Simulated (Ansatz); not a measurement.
Ag: energy change per atom and pressure against volume scale

Results calculated with Ansatz 0.2.0, not measured. Plane-wave DFT, scalar-relativistic PAW made under PBE with cores redone for the functional, no dispersion; the given relaxed cell is scaled uniformly, energy at zero smearing counts from the unscaled cell, pressure at the given Fermi-Dirac smearing is positive in compression.

The cell before it is scaled or strained (space group Pm-3m, No. 221):
```
cell vectors (Å)
   2.6856     0.0000     0.0000
   0.0000     2.6856     0.0000
   0.0000     0.0000     2.6856
atoms (fractions of the cell vectors)
Ag  0.00000  0.00000  0.00000
```

Settings of every row: spin polarised no; functional PBEsol; wave cutoff 420 eV; smearing width 0.1 eV; k mesh 13x13x13.

Atom starting moment: 0 on all atoms.

Limits: the cell comes from a prototype or a list of computed structures and needn't be the stable phase.

| row | volume scale | V (Å³/atom) | energy change per atom (meV) | pressure (GPa) |
| --- | --- | --- | --- | --- |
| 1 | 0.88 | 17.045 | 101.61 | 16.13 |
| 2 | 0.92 | 17.82 | 40.88 | 9.29 |
| 3 | 0.96 | 18.595 | ? | ? |
| 4 | 1.04 | 20.145 | 7.93 | -3.12 |
| 5 | 1.08 | 20.919 | 28.99 | -5.48 |
| 6 | 1.12 | 21.694 | 60.04 | -7.26 |

Question: what energy change per atom and pressure should row 3 give?

Worked fit of energy change per atom. Take u = (V_r/V)^(2/3) − 1 with V_r = 20.145 Å³ an atom, which is twice the finite (Eulerian) strain; such expansions in the strain, on which the Birch-Murnaghan equation of state is built, carry the rest volume and the bulk modulus. The shown rows have u = 0.11784, 0.08519, 0, -0.02482, -0.04819. Least squares give energy change per atom = 7.073 − 564.078 × u + 11520.03 × u² meV; a straight line predicts inner rows, each left out in turn, worse (root mean square 33 against 2.4 meV). The rows lie off it by 1.04, -1.74, 0.86, 0.82, -0.97 (root mean square 1.1 meV). The withheld row has u = 0.05483, so the fit gives 7.073 − 564.078 × (0.05483) + 11520.03 × (0.05483)² = 10.78 meV.

The calculation gave 9.26 meV. The fit lies 1.52 meV (16 % of the value, 1.6 % of the column's range) above it; its largest miss of a shown row is 1.74 meV.

Worked fit of pressure. Take u = (V_r/V)^(2/3) − 1 with V_r = 20.145 Å³ an atom, which is twice the finite (Eulerian) strain; such expansions in the strain, on which the Birch-Murnaghan equation of state is built, carry the rest volume and the bulk modulus. The shown rows have u = 0.11784, 0.08519, 0, -0.02482, -0.04819. Least squares give pressure = −3.175 + 106.685 × u + 480.27 × u² GPa; a straight line predicts inner rows, each left out in turn, worse (root mean square 1.4 against 0.15 GPa). The rows lie off it by 0.06, -0.11, 0.05, 0.05, -0.06 (root mean square 0.07 GPa). The withheld row has u = 0.05483, so the fit gives −3.175 + 106.685 × (0.05483) + 480.27 × (0.05483)² = 4.12 GPa.

The calculation gave 4.02 GPa. The fit lies 0.10 GPa (2.5 % of the value, 0.43 % of the column's range) above it; its largest miss of a shown row is 0.11 GPa.
